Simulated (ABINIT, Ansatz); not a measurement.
# Relaxed cell and transverse optical mode of rocksalt KF under LDA, r2SCAN and PBE, with two sets of potentials

We have to decide whether KF goes forward as the absorbing layer of a cooled far-infrared filter, and which functional supplies the design frequency. The layer is a thin, sealed film used at normal incidence, where the light drives the transverse optical mode. Our target is an absorption line between 5.0 and 6.5 THz. We also require that a change of potentials move the line by less than 0.1 THz, so that the design doesn't hang on a technical choice.

The calculated quantity is the highest zone-centre mode without the macroscopic field, for the bulk crystal at the relaxed static cell of each level. It is measured against the target window. No measured frequency or lattice constant of KF is compared here, so the accuracy of the levels is judged from general experience with ionic crystals.

## Calculations

One crystal, KF (rocksalt), at several levels of theory, each at its own relaxed cell. The structures stem from measured cells of the Crystallography Open Database, directly or through a relaxation at another level; cell and atoms were relaxed at zero pressure at each row's own level, inside the symmetry of the start, with no thermal or zero-point expansion. Some cells were relaxed in ABINIT with the same potential files. Program: Ansatz 0.2.0, plane waves, scalar-relativistic without spin-orbit coupling, no spin polarisation. Wave-function cutoff 420 to 1143 eV (the default for the potentials, or for PseudoDojo files the publisher’s hint, which in some cells lies below the program’s own recommendation); on the k meshes (Γ-centred) the least product of divisions and cell-vector length runs from 21 to 31 Å, relaxations included. Residual pressures at rest stay under 0.01 GPa. Occupations: fixed. Harmonic modes at natural masses come from linear response (density functional perturbation theory), with the acoustic sum rule imposed. Born charges and ε∞ come from the response to a homogeneous electric field, in some rows without a check of its k mesh; the charge sum rule is imposed. The tabled runs alone: cutoff 420 to 1143 eV, k length 29 to 31 Å, k mesh 8×8×8. Warnings of the programs on runs behind the rows: cutoff below recommended (LDA, PseudoDojo).

Notes on method and selection:

- Harmonic values at the static lattice; measured values carry thermal expansion and anharmonic shifts at their temperature.
- PAW stands for the program's default projector-augmented-wave potentials; PseudoDojo is a published set (norm-conserving).
- The default PAW files are generated under PBE; for other functionals their frozen cores are regenerated in the run.
- The slope of log frequency against log volume is minus an effective Grüneisen parameter only if the functionals differ by nothing but the volume.
- A measured value is given where the sources agree among themselves; a lattice constant more than 15 % off is taken for another setting of the cell and left out.
- Runs that did not converge, have known faults or may not be shown are not listed, and runs on Ansatz's PAW sets soft_1 and soft_2 are kept to separate tables.

Columns:

- volume per atom (Å³): volume per atom of the relaxed cell.
- lattice constant a (Å): lattice constant of the relaxed conventional cell.
- ε∞: electronic (clamped-ion) dielectric constant ε∞, a third of the trace.
- Kohn-Sham gap (eV): Kohn-Sham gap, lowest empty minus highest filled level on the k mesh.
- settings: method, cutoff and k mesh of the phonon run.
- highest Γ mode (cm⁻¹): highest optical mode at the zone centre, without the macroscopic field (no LO-TO term).

## The series

| member | volume per atom (Å³) | lattice constant a (Å) | ε∞ | Kohn-Sham gap (eV) | settings | highest Γ mode (cm⁻¹) | remark |
| --- | --- | --- | --- | --- | --- | --- | --- |
| LDA, PseudoDojo | 17.17 | 5.160 | 2.09 | 6.39 | linear response, 925 eV, k 8×8×8 | 210.4 | known phase |
| LDA, PAW | 17.19 | 5.162 | 2.10 | 6.37 | linear response, 420 eV, k 8×8×8 | 210.6 | known phase |
| r2SCAN, PAW | 18.80 | 5.318 | 1.94 | 6.91 | linear response, 500 eV, k 8×8×8 | 193.6 | known phase |
| PBE, PseudoDojo | 19.86 | 5.416 | 1.96 | 5.99 | linear response, 1143 eV, k 8×8×8 | 164.9 | known phase |
| PBE, PAW | 19.91 | 5.421 | 1.96 | 5.96 | linear response, 420 eV, k 8×8×8 | 164.6 | known phase |

Least-squares fits to the whole series, with x = volume per atom (Å³); R² and errors in the fitted variable (y, or ln y where the fit is in ln y):

| y | members | fit | R² | rms residual | leave-one-out rms | the same for the mean of the others |
| --- | --- | --- | --- | --- | --- | --- |
| highest Γ mode (cm⁻¹) | 5 | ln y = 10.005 − 1.6334 ln x | 0.94 | 0.027 | 0.037 | 0.14 |

## Why the values move as they do

The functional sets the cell and the mode; the potentials hardly matter. With PAW potentials the lattice constant grows from 5.162 Å in LDA to 5.318 Å in r2SCAN and 5.421 Å in PBE, while the mode falls from 210.6 to 193.6 and 164.6 cm⁻¹. Within LDA and PBE, exchanging PAW for PseudoDojo moves the lattice constant by at most 0.005 Å and the mode by at most 0.3 cm⁻¹.

The direction follows from the balance of forces in an ionic crystal, μω² = K_short − K_Coulomb, with μ the reduced mass of the two ions. The short-range repulsion K_short drops steeply as the ions move apart, the opposing Coulomb term only slowly. A larger cell therefore has a softer transverse mode.

Volume alone does not account for the size of the shift. Between the PAW rows the slope of log frequency against log volume is

- LDA to r2SCAN: ln(193.6 / 210.6) / ln(18.80 / 17.19) = −0.94
- r2SCAN to PBE: ln(164.6 / 193.6) / ln(19.91 / 18.80) = −2.8

For transverse modes of alkali halides compressed within one functional, a slope of roughly −2 to −3 is usual. The second step is of that size; the first is much too shallow. A likely reason is that the functional also changes the repulsion at a given volume. At the small LDA cell a less binding functional would be under pressure, with stiffer short-range forces, and this offsets part of the softening by expansion. The same offset would be expected between r2SCAN and PBE, where the slope shows no sign of it, so this explanation is at best incomplete. Frequencies against volume within one functional, which would measure the two parts, are not shown in the table.

## Where the trend breaks

Largest departures from the fit to the whole series:

| member | highest Γ mode (cm⁻¹) | fit | computed − fit | computed / fit | in rms residuals (of ln y) |
| --- | --- | --- | --- | --- | --- |
| r2SCAN, PAW | 193.6 | 183.6 | +10.0 | 1.05 | 2.0 |
| PBE, PseudoDojo | 164.9 | 167.9 | −3.0 | 0.98 | 0.7 |
| PBE, PAW | 164.6 | 167.2 | −2.6 | 0.98 | 0.6 |
| LDA, PseudoDojo | 210.4 | 212.9 | −2.5 | 0.99 | 0.4 |

The r2SCAN row lies 10.0 cm⁻¹ above the fit, the largest departure. The fit itself is weak evidence: its five rows are only three functionals, and each LDA or PBE row has a near twin that holds the line in place when it is left out. A power law through the LDA and PBE rows with PAW potentials gives roughly 180 cm⁻¹ at the r2SCAN volume, well below the computed value. The plain mean of the other four rows, (210.4 + 210.6 + 164.9 + 164.6) / 4 = 187.6 cm⁻¹, comes closer. We therefore use no volume rule to predict a further functional.

Nothing in the r2SCAN run suggests a numerical fault, and the departure could as well be read as LDA being soft for its small cell. The LDA row with PseudoDojo potentials carries a cutoff warning and a cell relaxed on a coarser k mesh, yet it agrees with its PAW twin to 0.2 cm⁻¹. We trust it at that level.

## Choosing a member

We convert wavenumbers with f = cν̃, or f (THz) = 0.02998 × ν̃ (cm⁻¹), and screen the rows against the window of 5.0 to 6.5 THz:

- LDA, PseudoDojo: 0.02998 × 210.4 = 6.31 THz, inside
- LDA, PAW: 0.02998 × 210.6 = 6.31 THz, inside
- r2SCAN, PAW: 0.02998 × 193.6 = 5.80 THz, inside
- PBE, PseudoDojo: 0.02998 × 164.9 = 4.94 THz, outside
- PBE, PAW: 0.02998 × 164.6 = 4.93 THz, outside

LDA and PBE meet the requirement on potentials with a wide margin. For r2SCAN a second set of potentials is not shown in the table, so there we assume by analogy that the requirement is met; this remains to be checked before the design is fixed.

The verdict on KF thus depends on the functional. LDA is known to make the cells of alkali halides too small and PBE to make them too large, while r2SCAN usually comes nearer to measured cells. Here the LDA lattice constant is 2.9 % below that of r2SCAN and the PBE one 1.9 % above it, the order expected from that experience.

**Our pick is r2SCAN with PAW potentials, with a design frequency of 5.80 THz**, and on that basis KF goes forward to a test film. An error of roughly 5 % in the mode, a cautious allowance for this functional, is 0.05 × 5.80 = 0.29 THz and gives a range from 5.80 − 0.29 = 5.51 THz to 5.80 + 0.29 = 6.09 THz, still inside the window.

The runner-up is LDA with PAW potentials. It also passes, but only 6.5 − 6.31 = 0.19 THz below the upper edge. Its overbinding tends to put the mode too high, so a correction would probably move the line further into the window.

The pick falls if the cold film absorbs below 5.0 THz. For that the r2SCAN value would have to be too high by 5.80 − 5.0 = 0.80 THz, or 14 % of itself, which is nearly the whole distance to PBE. Tensile strain in the film would push the line in the same direction.

## Conclusions

Across these three functionals, from 17.17 to 19.91 Å³ per atom, a larger relaxed cell goes with a softer transverse mode, but no single power of the volume describes the shift. Choosing the functional matters far more than choosing between the two sets of potentials.

The largest omitted effect is the macroscopic field. It raises the longitudinal mode above the transverse one by roughly half or more in alkali fluorides, which exceeds the whole spread of the table, and it matters once the film is tilted. Warming to room temperature lowers the transverse mode by roughly 5 %, less than the spread between functionals but well above that between potentials.
